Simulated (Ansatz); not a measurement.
Which functional gives which lattice for HgTe?

Starting cell:

```
Hg Te
1.0
     0.00000    3.22350    3.22350
     3.22350    0.00000    3.22350
     3.22350    3.22350    0.00000
Hg Te
1 1
Direct
  0.00000 0.00000 0.00000
  0.25000 0.25000 0.25000
```

Ansatz, plane waves and PAW, scalar-relativistic (no spin–orbit coupling), 6×6×6 k-mesh. No spin polarisation. In the setting of the table the starting cell (space group F-43m) has 4.559 × 4.559 × 4.559 Å, angles 60.0 / 60.0 / 60.0°. Each functional was followed to zero pressure by scaling the cell, shape and atoms held, then fitted over four more volumes within ±4 % of it.

Task: What cell, stiffness and gap does each give?

Result: 
| functional | V0 (Å³/atom) | cell | B0 (GPa) | B′ from the pressures | gap on the mesh | cutoff (eV) |
| --- | --- | --- | --- | --- | --- | --- |
| revPBE | 38.11 | 4.759 × 4.759 × 4.759 Å, angles 60.0 / 60.0 / 60.0° | 30 | 5.3 | zero (metallic on this mesh) | 420 |
| PBE + D3(BJ)-ATM | 35.27 | 4.637 × 4.637 × 4.637 Å, angles 60.0 / 60.0 / 60.0° | 39 | 5.2 | zero (metallic on this mesh) | 420 |
| PBEsol | 34.53 | 4.605 × 4.605 × 4.605 Å, angles 60.0 / 60.0 / 60.0° | 42 | 5.2 | zero (metallic on this mesh) | 420 |
| r2SCAN + rVV10 | 34.79 | 4.616 × 4.616 × 4.616 Å, angles 60.0 / 60.0 / 60.0° | 43 | 5.1 | zero (metallic on this mesh) | 500 |
| BLYP | 39.96 | 4.834 × 4.834 × 4.834 Å, angles 60.0 / 60.0 / 60.0° | 26 | 5.3 | zero (metallic on this mesh) | 420 |

The volumes span 15.7 %, from PBEsol to BLYP. The stiffness doesn't follow the volume steadily: stiffest r2SCAN + rVV10 (43 GPa at 34.79 Å³/atom), softest BLYP (26 GPa at 39.96 Å³/atom), yet r2SCAN + rVV10 is stiffer than PBEsol in a larger cell (43 against 42 GPa). The zeros are band overlaps of 0.00 to 0.00 eV, small enough to be the functionals' gap error.

Points behind the fit for PBEsol:

```json
{"V (Å³/atom)": "33.146", "E − Emin (meV/atom)": "7.94", "P (GPa)": "1.91"}
{"V (Å³/atom)": "33.836", "E − Emin (meV/atom)": "1.92", "P (GPa)": "0.90"}
{"V (Å³/atom)": "34.527", "E − Emin (meV/atom)": "0.00", "P (GPa)": "0.01"}
{"V (Å³/atom)": "35.217", "E − Emin (meV/atom)": "1.70", "P (GPa)": "-0.78"}
{"V (Å³/atom)": "35.908", "E − Emin (meV/atom)": "6.60", "P (GPa)": "-1.48"}
```

All five functionals expand the starting cell, PBEsol least and BLYP most. The semilocal rows reflect how strongly each functional favours inhomogeneous density: revPBE and BLYP favour separated atoms over the bonding region and so stretch the polar covalent Hg–Te bonds, whereas PBEsol's weaker gradient dependence in exchange restores cohesion. The compact cells of PBE + D3(BJ)-ATM and r2SCAN + rVV10 may owe as much to the underlying functional as to the added dispersion, since neither appears without it. Longer bonds have a flatter energy curve, hence the general softening with volume; r2SCAN + rVV10 against PBEsol is the one exception, too slight to suggest a different bonding mechanism.

The absent gap agrees with HgTe's known character as a zero-gap semimetal. There the relativistically lowered Hg s-like state lies below the Te p-like states, whose symmetry-required degeneracy at the zone centre pins the band touching. The vanishing overlap is compatible with this picture, but a zero gap alone doesn't establish the inverted band order.
